**Hand rule for method and basis errors in the atomization energy of planar Al₂H₄**

The table holds the error of HF, MP2, coupled-cluster and AFQMC atomization energies in cc-pVDZ, and of three levels at the basis limit, against a frozen-core best estimate of 13.649 eV. The program applies an additive rule (three new electron pairs of about 1 eV, a recovered share per level, two basis terms) whose constants are rounded readings of the table, and finds a mean absolute misfit of 45 meV, with the HF-trial phaseless walk worst. It compares an added with a scaled basis correction between MP2 and CCSD(T): the added shift misses by 29 meV, the scaled one by 77 to 88 meV. Molecular energies of the same runs are used to split the correlation between molecule and atoms, which shows that equal pair energies overshoot by 31 % and that MP2 profits from cancellation. In the atomization energy the released walk, free projection and CCSD(T) are not resolved from one another within two standard errors.

Atomization energy of Al₂H₄ (neutral singlet, PBE0/def2-TZVP geometry) by Hartree–Fock, perturbation, coupled-cluster and AFQMC levels, computed with Ansatz 0.2.0 and an in-house AFQMC program, afq 1. The molecular determinant is RHF, cores are frozen and the basis is cc-pVDZ except in rows marked CBS; the reference level is CCSDT(Q).

## Script

```python
# Table: error (meV) of the atomization energy of planar Al2H4 against the best estimate at the basis limit;
# HF, MP2, coupled cluster (Ansatz) and AFQMC (own program) in cc-pVDZ, three levels at the limit (CBS), frozen core.
# Tested: hand rule error = -(1-f)*n*e - bHF - bc; added versus scaled basis correction; pair counting vs outputs.
T = {
    'row_level': ['HF', 'MP2', 'CCSD', 'CCSD(T)', 'ph-AFQMC/HF', 'ph-AFQMC/CISD', 'released AFQMC', 'free AFQMC', 'HF/CBS', 'MP2/CBS', 'CCSD(T)/CBS'],
    'row_error': [-3432.0, -1490.0, -1266.0, -1220.0, -1017.0, -1193.0, -1205.0, -1219.0, -3087.0, -307.0, -8.0],  # meV
    'row_noise': [0.0, 0.0, 0.0, 0.0, 48.0, 7.0, 8.0, 8.0, 0.0, 0.0, 0.0],  # meV
}
import numpy as np
L = T['row_level']
E = dict(zip(L, T['row_error']))
S = dict(zip(L, T['row_noise']))
best = 13.649  # eV, best estimate of the same calculation
n, npair, nbond = 3, 5, 5  # new pairs (6 unpaired atomic electrons / 2), valence pairs, bonds
e, bhf, bc = 1000.0, 350.0, 850.0  # meV; e rough recalled pair size, bhf and bc rounded from the table
F = {'HF': 0.0, 'MP2': 0.9}
ref = E['CCSD(T)'] - E['CCSD(T)/CBS']  # CCSDT(Q) in cc-pVDZ, if the step was taken in that basis
Cdz, Ccbs = ref - E['HF'], -E['HF/CBS']
print('Rounding of the table: 0.5 meV per entry, up to 1 meV in a difference')
print(f'Rule constants (rounded, not independent of the table): n={n}, e={e:.0f}, bHF={bhf:.0f}, bc={bc:.0f} meV, f(MP2)=0.9')
print('level | D eV | error | rule | error-rule | error without basis part | noise (meV) | share of correlation')
res = {}
for l in L:
    cbs = l.endswith('/CBS')
    f = F.get(l.replace('/CBS', ''), 1.0)
    p = 0.0 - (1 - f) * n * e - (0 if cbs else bhf + (bc if f > 0 else 0))
    res[l] = E[l] - p
    m = E[l] if cbs else E[l] - ref
    print(f'{l} | {best + E[l]/1000:.3f} | {E[l]:.0f} | {p:.0f} | {res[l]:+.0f} | {m:+.0f} | {S[l]:.0f} | {1 + m/(Ccbs if cbs else Cdz):.3f}')
r = np.array(list(res.values()))
w = sorted(res, key=lambda k: -abs(res[k]))
print(f'Rule: mean abs misfit {np.abs(r).mean():.0f} meV ({np.abs(r).mean()/best/10:.2f} % of D), rms {np.sqrt((r**2).mean()):.0f} meV')
print('Worst rows: ' + ', '.join(f'{k} {res[k]:+.0f}' for k in w[:4]) + ' meV')
sh = {k: E[k + '/CBS'] - E[k] for k in ('HF', 'MP2', 'CCSD(T)')}
print('Basis shift cc-pVDZ to limit: ' + ', '.join(f'{k} {v:.0f}' for k, v in sh.items()) + ' meV')
print(f"Correlation part of shift: MP2 {sh['MP2']-sh['HF']:.0f}, CCSD(T) {sh['CCSD(T)']-sh['HF']:.0f} meV; HF share {100*sh['HF']/sh['CCSD(T)']:.0f} %; CCSD(T) shift {sh['CCSD(T)']/best/10:.1f} % of D")
print(f'Correlation binding: limit {Ccbs:.0f} meV ({Ccbs/best/10:.1f} % of D), cc-pVDZ {Cdz:.0f} meV, ratio {Cdz/Ccbs:.3f}')
print(f'Per new pair: limit {Ccbs/n:.0f}, cc-pVDZ {Cdz/n:.0f} meV; per bond: {Ccbs/nbond:.0f}, {Cdz/nbond:.0f} meV')
miss = {}
for a, b in (('CCSD(T)', 'MP2'), ('MP2', 'CCSD(T)')):
    g = (E[b] - E['HF']) / (E[b + '/CBS'] - E['HF/CBS'])
    add, sc, hf = E[a] + sh[b], E['HF/CBS'] + (E[a] - E['HF']) / g, E[a] + sh['HF']
    t = E[a + '/CBS']
    miss[a] = (add - t, sc - t)
    print(f'{a}/CBS ({t:.0f}) from {b}: added shift {add:.0f} (miss {add-t:+.0f}), scaled by 1/{g:.3f} {sc:.0f} (miss {sc-t:+.0f}), HF shift only {hf:.0f} meV')
# molecular cc-pVDZ energies in eV, further outputs of the same runs
M = {'MP2': -13231.594, 'CCSD': -13232.7156, 'CCSD(T)': -13232.7989, 'CCSDT(Q)': -13232.827,
     'ph-AFQMC/HF': -13232.9038, 'ph-AFQMC/CISD': -13232.8394, 'free AFQMC': -13232.8192}
Ehf = -13227.9885
mq = (Ehf - M['CCSDT(Q)']) * 1000
aq = mq - Cdz
print('level | correlation in molecule | implied in atoms | per Al (meV) | share molecule | share atoms | binding error from molecule, atoms (meV)')
for k, v in M.items():
    mol = (Ehf - v) * 1000
    at = mol - ((ref if k == 'CCSDT(Q)' else E[k]) - E['HF'])
    print(f'{k} | {mol:.0f} | {at:.0f} | {at/2:.0f} | {mol/mq:.3f} | {at/aq:.3f} | {mol-mq:+.0f}, {aq-at:+.0f}')
print(f'Mean molecular pair {mq/npair:.0f} meV; three equal pairs give {n*mq/npair:.0f} against {Cdz:.0f} meV ({100*(n*mq/npair/Cdz-1):+.0f} %); Al atom = {aq/2/(mq/npair):.2f} pairs')
for a, b in (('ph-AFQMC/HF', 'released AFQMC'), ('ph-AFQMC/CISD', 'released AFQMC'),
             ('released AFQMC', 'free AFQMC'), ('released AFQMC', 'CCSD(T)'), ('free AFQMC', 'CCSD(T)')):
    d, s = E[a] - E[b], np.hypot(S[a], S[b])
    print(f'{a} less {b}: {d:+.0f} +- {s:.0f} meV ({abs(d)/s:.1f} standard errors)')
assert E['HF'] < E['MP2'] < E['CCSD'] < E['CCSD(T)'] < 0
assert 800 < Ccbs / n < 1300
assert all(abs(a) < abs(s) for a, s in miss.values())
assert abs(ref) > 4 * max(abs(E[k] - ref) for k in L if k != 'HF' and not k.endswith('/CBS'))
```

Printed output:

```
Rounding of the table: 0.5 meV per entry, up to 1 meV in a difference
Rule constants (rounded, not independent of the table): n=3, e=1000, bHF=350, bc=850 meV, f(MP2)=0.9
level | D eV | error | rule | error-rule | error without basis part | noise (meV) | share of correlation
HF | 10.217 | -3432 | -3350 | -82 | -2220 | 0 | 0.000
MP2 | 12.159 | -1490 | -1500 | +10 | -278 | 0 | 0.875
CCSD | 12.383 | -1266 | -1200 | -66 | -54 | 0 | 0.976
CCSD(T) | 12.429 | -1220 | -1200 | -20 | -8 | 0 | 0.996
ph-AFQMC/HF | 12.632 | -1017 | -1200 | +183 | +195 | 48 | 1.088
ph-AFQMC/CISD | 12.456 | -1193 | -1200 | +7 | +19 | 7 | 1.009
released AFQMC | 12.444 | -1205 | -1200 | -5 | +7 | 8 | 1.003
free AFQMC | 12.430 | -1219 | -1200 | -19 | -7 | 8 | 0.997
HF/CBS | 10.562 | -3087 | -3000 | -87 | -3087 | 0 | 0.000
MP2/CBS | 13.342 | -307 | -300 | -7 | -307 | 0 | 0.901
CCSD(T)/CBS | 13.641 | -8 | 0 | -8 | -8 | 0 | 0.997
Rule: mean abs misfit 45 meV (0.33 % of D), rms 70 meV
Worst rows: ph-AFQMC/HF +183, HF/CBS -87, HF -82, CCSD -66 meV
Basis shift cc-pVDZ to limit: HF 345, MP2 1183, CCSD(T) 1212 meV
Correlation part of shift: MP2 838, CCSD(T) 867 meV; HF share 28 %; CCSD(T) shift 8.9 % of D
Correlation binding: limit 3087 meV (22.6 % of D), cc-pVDZ 2220 meV, ratio 0.719
Per new pair: limit 1029, cc-pVDZ 740 meV; per bond: 617, 444 meV
CCSD(T)/CBS (-8) from MP2: added shift -37 (miss -29), scaled by 1/0.699 80 (miss +88), HF shift only -875 meV
MP2/CBS (-307) from CCSD(T): added shift -278 (miss +29), scaled by 1/0.718 -384 (miss -77), HF shift only -1145 meV
level | correlation in molecule | implied in atoms | per Al (meV) | share molecule | share atoms | binding error from molecule, atoms (meV)
MP2 | 3605 | 1663 | 832 | 0.745 | 0.635 | -1233, +955
CCSD | 4727 | 2561 | 1281 | 0.977 | 0.978 | -111, +57
CCSD(T) | 4810 | 2598 | 1299 | 0.994 | 0.992 | -28, +20
CCSDT(Q) | 4838 | 2618 | 1309 | 1.000 | 1.000 | +0, +0
ph-AFQMC/HF | 4915 | 2500 | 1250 | 1.016 | 0.955 | +77, +118
ph-AFQMC/CISD | 4851 | 2612 | 1306 | 1.003 | 0.997 | +12, +7
free AFQMC | 4831 | 2618 | 1309 | 0.998 | 1.000 | -8, +1
Mean molecular pair 968 meV; three equal pairs give 2903 against 2220 meV (+31 %); Al atom = 1.35 pairs
ph-AFQMC/HF less released AFQMC: +188 +- 49 meV (3.9 standard errors)
ph-AFQMC/CISD less released AFQMC: +12 +- 11 meV (1.1 standard errors)
released AFQMC less free AFQMC: +14 +- 11 meV (1.2 standard errors)
released AFQMC less CCSD(T): +15 +- 8 meV (1.9 standard errors)
free AFQMC less CCSD(T): +1 +- 8 meV (0.1 standard errors)
```
